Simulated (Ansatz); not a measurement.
Strength of the Si–C bond: C3H4Cl2Si → C2HCl2Si + CH3

Species: C3H4Cl2Si `C#C[Si](C)(Cl)Cl`, singlet; C2HCl2Si `C#C[Si](Cl)Cl`, doublet; CH3 (methyl radical) `[CH3]`, doublet. 

Shapes, held fixed at every level: PBE0-D4/def2-TZVP. Programs: Ansatz 0.2.0. The zero-point and thermal change to 298 K, harmonic and unscaled (PBE0-D4/def2-TZVP), is -15.2 kJ/mol.

(1) Estimate ΔH(298 K) of this reaction.

Answers

(1) The highest level, CCSD(T)/CBS estimate, gives ΔH(298 K) = +398.5 kJ/mol; the levels span +282.0 to +398.5. The column of differences is taken from that level and isn't an error. Hartree–Fock misses the correlation of the pair that is broken and comes out low. No measured value is set beside it here. Open shells run unrestricted. The CBS estimate extrapolates MP2 from def2-TZVPP and def2-QZVPP and adds CCSD(T) − MP2 in the triple-zeta set, cores frozen. CCSD(T)/CBS estimate lies outside the range of all other levels here, so it shouldn't be taken on trust. Times are processor times on shared x86 and Arm servers, and rough.

```csv
level,kind,ΔH(298 K) (kJ/mol),less CCSD(T)/CBS estimate,CPU time (sum over the molecules)
HF/def2-TZVPP,Hartree–Fock,+282.0,-116.5,–
PBE-D4/def2-TZVPP,GGA,+374.6,-23.9,24 s
r2SCAN-D4/def2-TZVPP,meta-GGA,+360.4,-38.1,48 s
PBE0-D4/def2-TZVPP,global hybrid,+379.4,-19.1,39 s
r2SCAN0-D4/def2-TZVPP,global hybrid,+363.3,-35.2,64 s
B2PLYP/def2-TZVPP,double hybrid,+375.1,-23.4,56 s
CCSD/def2-SVP,coupled cluster or CI,+373.0,-25.5,–
CCSD(T)/CBS estimate,coupled cluster or CI,+398.5,0.0,25 min
```

Homolysis of the Si–CH3 bond is strongly endothermic at every level, as expected for a polar σ bond between carbon and electropositive silicon. The silyl radical gains little to offset that cost. Its unpaired electron probably sits in a pyramidal, silicon-centred orbital with considerable s character, which the chlorines favour, and overlaps only weakly with the ethynyl π system. Propargyl-like stabilisation should therefore be modest.

Among the density functionals, the choice between the PBE and r2SCAN families shifts the result more than adding exact exchange does, although the hybrid gives the higher value in both pairs. CCSD in the small basis gives +373.0 kJ/mol, close to several functionals, but this agreement is weak support for them: missing triples and an incomplete basis both tend to make a bond too weak. The true enthalpy may therefore lie above that value. With only one cleavage computed, the numbers don't show whether Si–CH3 is the weakest bond in the molecule.
